The ionisation energy IE$n$ is the energy needed to remove the $n$-th electron, so IE3 takes the 2+ ion to 3+. Here it is the difference of two self-consistent, non-relativistic Hartree-Fock energies, each averaged over all states of its configuration. "Shells emptied" names the subshell that loses the electron in IE3, IE4 and IE5. Errors below are $y$ = NIST minus computed.

Ionisation energies IEn (removal of the n-th electron) of fourth-period ions from B-spline radial atomic code 1: differences of self-consistent non-relativistic Hartree-Fock energies, all electrons, configuration average, point nucleus, radial basis limit. Electrons and configuration are those of the 2+ ion; NIST values run from ground level to ground level.

| species | Z | electrons | configuration | IE3 (eV) | IE4 (eV) | IE5 (eV) | IE3, NIST (eV) | IE4, NIST (eV) | IE5, NIST (eV) | kinds and uncertainties of the NIST values | shells emptied |
| --- | --- | --- | --- | --- | --- | --- | --- | --- | --- | --- | --- |
| K2+ | 19 | 17 | [Ne] 3s2 3p5 | 45.59 | 61.73 | 78.99 | 45.8031 | 60.917 | 82.66 | semi-empirical ±0.0017; semi-empirical ±0.019; semi-empirical ±0.16 | 3p, 3p, 3p |
| Ca2+ | 20 | 18 | [Ne] 3s2 3p6 | 49.91 | 67.04 | 85.29 | 50.91316 | 67.2732 | 84.34 | measured ±0.00025; semi-empirical ±0.0021; semi-empirical ±0.08 | 3p, 3p, 3p |
| Sc2+ | 21 | 19 | [Ar] 3d1 | 23.88 | 72.48 | 91.71 | 24.756839 | 73.4894 | 91.95 | measured ±1.2e-05; measured ±0.0004; semi-empirical ±0.03 | 3d, 3p, 3p |
| Ti2+ | 22 | 20 | [Ar] 3d2 | 25.67 | 42.41 | 98.25 | 27.49171 | 43.26717 | 99.299 | measured ±0.00025; measured ±0.00019; measured ±0.012 | 3d, 3d, 3p |
| V2+ | 23 | 21 | [Ar] 3d3 | 27.34 | 44.75 | 64.47 | 29.3111 | 46.709 | 65.28165 | measured ±0.0025; measured ±0.005; measured ±0.00017 | 3d, 3d, 3d |
| Cr2+ | 24 | 22 | [Ar] 3d4 | 28.94 | 47.02 | 67.40 | 30.959 | 49.16 | 69.46 | measured ±0.025; semi-empirical ±0.05; semi-empirical ±0.04 | 3d, 3d, 3d |
| Mn2+ | 25 | 23 | [Ar] 3d5 | 30.47 | 49.21 | 70.27 | 33.668 | 51.21 | 72.41 | measured ±0.012; semi-empirical ±0.12; semi-empirical ±0.1 | 3d, 3d, 3d |
| Fe2+ | 26 | 24 | [Ar] 3d6 | 31.95 | 51.35 | 73.07 | 30.651 | 54.91 | 75 | measured ±0.012; measured ±0.04; semi-empirical ±0.15 | 3d, 3d, 3d |
| Co2+ | 27 | 25 | [Ar] 3d7 | 33.38 | 53.44 | 75.83 | 33.5 | 51.27 | 79.5 | semi-empirical ±0.06; semi-empirical ±0.1; semi-empirical ±0.2 | 3d, 3d, 3d |
| Ni2+ | 28 | 26 | [Ar] 3d8 | 34.78 | 55.48 | 78.54 | 35.187 | 54.92 | 76.06 | measured ±0.019; semi-empirical ±0.25; semi-empirical ±0.06 | 3d, 3d, 3d |
| Cu2+ | 29 | 27 | [Ar] 3d9 | 36.14 | 57.49 | 81.21 | 36.841 | 57.38 | 79.8 | measured ±0.012; semi-empirical ±0.05; semi-empirical ±0.7 | 3d, 3d, 3d |
| Zn2+ | 30 | 28 | [Ar] 3d10 | 37.48 | 59.47 | 83.84 | 39.7233 | 59.573 | 82.6 | measured ±0.00012; measured ±0.019; semi-empirical ±0.9 | 3d, 3d, 3d |
| Ga2+ | 31 | 29 | [Ar] 3d10 4s1 | 29.18 | 61.42 | 86.44 | 30.72576 | 63.241 | 86.01 | measured ±0.00025; measured ±0.009; semi-empirical ±0.12 | 4s, 3d, 3d |
| Ge2+ | 32 | 30 | [Ar] 3d10 4s2 | 31.73 | 43.98 | 89.00 | 34.0576 | 45.7155 | 90.5 | measured ±0.0012; measured ±0.0012; measured ±0.019 | 4s, 4s, 3d |
| As2+ | 33 | 31 | [Ar] 3d10 4s2 4p1 | 27.33 | 47.17 | 60.82 | 28.349 | 50.15 | 62.77 | measured ±0.012; measured ±0.06; measured ±0.06 | 4p, 4s, 4s |
| Se2+ | 34 | 32 | [Ar] 3d10 4s2 4p2 | 30.16 | 41.72 | 64.64 | 31.697 | 42.947 | 68.3 | measured ±0.019; measured ±0.003; semi-empirical ±0.1 | 4p, 4p, 4s |
| Br2+ | 35 | 33 | [Ar] 3d10 4s2 4p3 | 33.05 | 45.21 | 58.17 | 34.871 | 47.782 | 59.595 | measured ±0.019; measured ±0.012; measured ±0.025 | 4p, 4p, 4p |
| Kr2+ | 36 | 34 | [Ar] 3d10 4s2 4p4 | 36.01 | 48.76 | 62.30 | 35.838 | 50.85 | 64.69 | measured ±0.02; measured ±0.11; semi-empirical ±0.2 | 4p, 4p, 4p |

## K to Ti: shells

An electron outside the argon core is screened by all of it, while a 3p electron belongs to it. A mean field describes this well: IE3 falls by 26.03 eV from Ca to Sc (NIST 26.16 eV), and IE4/IE3 of Sc is 3.04 against 2.97. To find where a core begins, this level suffices.

Within 3p the error follows the electron count, whatever the element: about $+1.0$ eV from p$^6$, $+0.2$ from p$^5$, $-0.8$ to $-1.0$ from p$^4$, $+3.67$ from p$^3$ (K only). The 3d rows explain why.

## Sc to Zn: terms

Each added proton is only partly screened by the added d electron, so the computed 3d steps rise steadily in every column. NIST breaks at the half-filled shell: from Mn to Fe, IE3 falls by 3.02 eV where the calculation rises by 1.48 eV. The break recurs one element later per charge, at Fe to Co in IE4 and Co to Ni in IE5.

A real ion sits in its Hund ground term, where as many spins as possible are parallel and electrons avoid one another, below the configuration average. The gain is greatest at d$^5$. Leaving d$^5$ forfeits part of it and costs extra; reaching d$^5$ from d$^6$ collects it.

Slater-Condon algebra gives the size. The average repulsion per d-d pair is $F^0-\tfrac{2}{63}(F^2+F^4)$, with $F^k$ the radial Slater integrals. Subtracting it for every pair from the d-d repulsion of the ground term leaves $g(n)F^2$, with $g(n)=g(10-n)$ and $g=0$ for $n=0,1,9,10$. The step from d$^n$ lacks $\Delta(n)F^2$, where $\Delta(n)=g(n-1)-g(n)$.

For Ni IE3 the same calculation gives $F^2=12.30$ eV and $F^4/F^2=0.621$ in Ni$^{2+}$, used here for both ions with nothing fitted:

$$g(7)=-\tfrac{31}{147}-\tfrac{30}{441}(0.621)=-0.2531,\qquad g(8)=-\tfrac{58}{441}+\tfrac{5}{441}(0.621)=-0.1245$$

Hence $\Delta=-0.1286$, a shift of $-1.58$ eV, and 34.78 becomes 33.20 eV. The error grows from 0.41 to 1.99 eV: by this estimate the close agreement for Ni is a cancellation.

The form $y=a+b(n-1)+F\Delta(n)$ was fitted to the ten 3d steps of each column; the printed output follows this text. In IE3 the rms misfit is 0.21 eV, against 0.37 for counting parallel spins alone and 1.21 for a straight line. With $F=9.0$ eV the term part of the gap between Mn and Fe, both fitted rows, is 4.63 eV, and the drift $b$ takes off 0.15 eV; the data give $1.48+3.02=4.50$ eV. This $F$ lies below the computed 9.50 eV (Ti$^{3+}$) and 12.30 eV (Ni$^{2+}$), the direction that screening by correlation would give, but it trades against $b$ and measures nothing.

What remains after $F\Delta$ is positive in all thirty steps. In IE3 it stays at 0.7 to 0.9 eV up to d$^5$, then climbs to 2.24 eV at d$^{10}$, a bend that the line misses. Theory argues for correlation: Hartree-Fock omits the mutual avoidance of opposite spins, so the ion with more such pairs lies too high and ionises too easily. IE5 shows the shape less cleanly, and its NIST values for Cu and Zn are uncertain by 0.7 and 0.9 eV.

The average therefore misorders neighbours across the half-filled shell and misjudges the spacing of charge states. IE4/IE3 of Fe is 10.3 % below NIST, and the three steps together are 7.34 eV too low for Mn and 2.63 eV too high for Ni.

## Zn to Se: single terms

In steps from d$^{10}$, 4s and 4p$^1$ both ions have one term, so averaging over terms is blameless. Yet all 18 single-term steps of the table are too low, by 1.61 eV on average, as large as the mean absolute error of the other 36 (1.56 eV). The 4s$^2$ errors grow from 2.33 eV (Ge IE3) to 3.66 eV (Se IE5) and exceed those from 4s$^1$, 1.55 to 1.95 eV. Relativity binds a penetrating s electron more strongly as $Z$ rises, and the 4s$^2$ pair gains by mixing with 4p$^2$; both are standard causes, which these numbers do not separate. The Darwin term alone shifts Ga IE3 by $-0.72$ eV, the wrong sign, and the mass-velocity term opposes it. The smaller shell drops suffer: Ge to As is 4.40 eV against 5.71.

## As to Kr: where the term model fails

For p shells $\Delta$ is $0,3,6,-6,-3,0$ in units of 1/25. With a constant it fits the nine 3p steps to 0.16 eV but the nine 4p steps only to 0.41 eV: it wants the largest error at p$^3$, whereas Br IE4 (p$^2$, 2.57 eV) exceeds Br IE3 (p$^3$, 1.82 eV). Spin-orbit coupling, absent here, lowers the p$^2$ ion that a p$^3$ step leaves and so may reduce the p$^3$ errors. It varies smoothly with $Z$, however, as do correlation and the rest of relativity, so none of them easily explains why the p$^2$ error jumps from 1.54 eV (Se IE3) to 2.57 eV (Br IE4) and then hardly moves (2.39 eV, Kr IE5). A tabulated value may be off by more than its stated uncertainty; the table cannot say which. The $-0.17$ eV of Kr IE3, a p$^4$ step with negative $\Delta$, is probably another cancellation.

## Choosing a level

One run and minus the orbital energy is cheapest. Frozen orbitals leave the ion too high: by 0.22 eV for 4s of As$^{3+}$, 0.94 eV for Ti$^{3+}$ and 3.54 eV for Ni$^{2+}$, where seven d electrons can contract. Ti$^{3+}$ lands within 0.08 eV of NIST because this error cancels the others; Ni$^{2+}$ misses by 3.13 eV.

Two runs per step give the table, with errors of 3.2 % of NIST on average, 9.5 % at worst (Mn IE3), enough for shell structure.

Term energies need only integrals already computed, and are required for the order across a half-filled shell. The fitted shifts stand in for such a calculation and leave means of 0.7 to 1.2 eV in 3d.

Accuracy below 1 eV needs correlation, whose cost rises as a steep power of the orbital number, and in the heavier ions relativity, which costs little in a radial code. Spin-orbit constants suggest the last scale: 0.095 eV for Ni$^{2+}$ 3d. The 0.42 eV for Ti$^{3+}$ 3p matters only once that full shell is opened, as in IE5 of Ti.

Numerical output:

```
y = NIST - HF in eV; rounding floor of HF 0.005 eV; n = electrons in shell before the step
all: 54 steps, mean +1.15 MAE 1.58 range -2.48..+3.67 eV; mean|%| 3.2 worst 9.5% (Mn IE3 3d5)
single-term: 18 steps, mean +1.61 MAE 1.61 range +0.81..+3.66 eV; mean|%| 3.3 worst 6.8% (Ge IE3 4s2)
multi-term: 36 steps, mean +0.91 MAE 1.56 range -2.48..+3.67 eV; mean|%| 3.2 worst 9.5% (Mn IE3 3d5)
Delta(d1..d10)/F2: +0.000 +0.124 +0.129 +0.133 +0.257 -0.257 -0.133 -0.129 -0.124 +0.000  F4/F2 0.621
HF F2(3d3d) eV: Ti3+ 9.50, Ni2+ 12.30, As3+ 17.93
IE3 Sc..Zn y(d1..d10): +0.88 +1.82 +1.97 +2.02 +3.20 -1.30 +0.12 +0.41 +0.70 +2.24
  y - F*Delta: +0.88 +0.70 +0.81 +0.82 +0.88 +1.02 +1.32 +1.56 +1.82 +2.24 (mean +1.21)
  a 0.51 b 0.154 F 9.00 eV; rms term 0.21, spin-only 0.37 (K 0.93), drift 1.21; worst Sc +0.37 (NIST +-1.2e-05)
  Mn->Fe (d5->d6 step): HF +1.48 NIST -3.02; model gap 2F*Delta(5) 4.63 eV
IE4 Ti..Ga y(d1..d10): +0.86 +1.96 +2.14 +2.00 +3.56 -2.17 -0.56 -0.11 +0.10 +1.82
  y - F*Delta: +0.86 +0.57 +0.70 +0.51 +0.68 +0.71 +0.93 +1.33 +1.49 +1.82 (mean +0.96)
  a 0.43 b 0.119 F 11.18 eV; rms term 0.24, spin-only 0.44 (K 1.16), drift 1.50; worst Ti +0.43 (NIST +-0.00019)
  Fe->Co (d5->d6 step): HF +2.09 NIST -3.64; model gap 2F*Delta(5) 5.76 eV
IE5 V..Ge y(d1..d10): +0.81 +2.06 +2.14 +1.93 +3.67 -2.48 -1.41 -1.24 -0.43 +1.50
  y - F*Delta: +0.81 +0.50 +0.53 +0.27 +0.45 +0.74 +0.25 +0.37 +1.13 +1.50 (mean +0.66)
  a 0.38 b 0.061 F 12.52 eV; rms term 0.34, spin-only 0.49 (K 1.31), drift 1.69; worst Ge +0.57 (NIST +-0.019)
  Co->Ni (d5->d6 step): HF +2.71 NIST -3.44; model gap 2F*Delta(5) 6.45 eV
3p y: K5(p3)+3.67 K4(p4)-0.81 Ca5(p4)-0.95 K3(p5)+0.21 Ca4(p5)+0.23 Sc5(p5)+0.24 Ca3(p6)+1.00 Sc4(p6)+1.01 Ti5(p6)+1.05
  a 1.23 F 9.08 eV rms 0.16 (const only 1.28); resid +0.26 +0.13 -0.00 +0.07 +0.09 +0.10 -0.23 -0.22 -0.18
4p y: As3(p1)+1.02 Se4(p1)+1.23 Br5(p1)+1.42 Se3(p2)+1.54 Br4(p2)+2.57 Kr5(p2)+2.39 Br3(p3)+1.82 Kr4(p3)+2.09 Kr3(p4)-0.17
  a 1.23 F 4.73 eV rms 0.41 (const only 0.78); resid -0.21 -0.00 +0.19 -0.26 +0.77 +0.59 -0.54 -0.28 -0.27
single-term 3p6: Ca IE3 +1.00 (2.0%), Sc IE4 +1.01 (1.4%), Ti IE5 +1.05 (1.1%)
single-term 3d1: Sc IE3 +0.88 (3.5%), Ti IE4 +0.86 (2.0%), V IE5 +0.81 (1.2%)
single-term 3d10: Zn IE3 +2.24 (5.6%), Ga IE4 +1.82 (2.9%), Ge IE5 +1.50 (1.7%)
single-term 4s1: Ga IE3 +1.55 (5.0%), Ge IE4 +1.74 (3.8%), As IE5 +1.95 (3.1%)
single-term 4s2: Ge IE3 +2.33 (6.8%), As IE4 +2.98 (5.9%), Se IE5 +3.66 (5.4%)
single-term 4p1: As IE3 +1.02 (3.6%), Se IE4 +1.23 (2.9%), Br IE5 +1.42 (2.4%)
IE3 shell drops HF/NIST: Ca->Sc -26.03/-26.16, Zn->Ga -8.30/-9.00, Ge->As -4.40/-5.71
ratios HF/NIST across shells: Sc IE4/IE3 3.04/2.97, Ti IE5/IE4 2.32/2.30, Ga IE4/IE3 2.10/2.06, Ge IE5/IE4 2.02/1.98
ratios within 3d: Mn IE4/IE3 1.62/1.52, Fe IE4/IE3 1.61/1.79, Co IE4/IE3 1.60/1.53, Co IE5/IE4 1.42/1.55
worst ratio: Fe IE4/IE3 -10.3%
sum of y, three 3d steps: V +4.74, Cr +6.22, Mn +7.34, Fe +4.19, Co +1.62, Ni -2.63, Cu -0.82, Zn +1.11
Ti IE4 3d1: -eps 43.35, -eps - DeltaSCF +0.94, NIST - (-eps) -0.08, y +0.86 eV
Ni IE3 3d8: -eps 38.32, -eps - DeltaSCF +3.54, NIST - (-eps) -3.13, y +0.41 eV
As IE4 4s2: -eps 47.39, -eps - DeltaSCF +0.22, NIST - (-eps) +2.76, y +2.98 eV
Ni IE3 with Ni2+ integrals for both ions: shift -1.58 -> 33.20 eV, NIST - that +1.99
zeta eV (same runs): Ti3+ 3p 0.42, Ti3+ 3d 0.024, Ni2+ 3d 0.095, As3+ 3d 0.29
Darwin piece alone of IE3, eV: Zn 3d +0.19, Ga 4s -0.72, Ge 4s -0.78
NIST uncertainties >= 0.2 eV: Co IE5 0.2, Ni IE4 0.25, Cu IE5 0.7, Zn IE5 0.9, Kr IE5 0.2
```
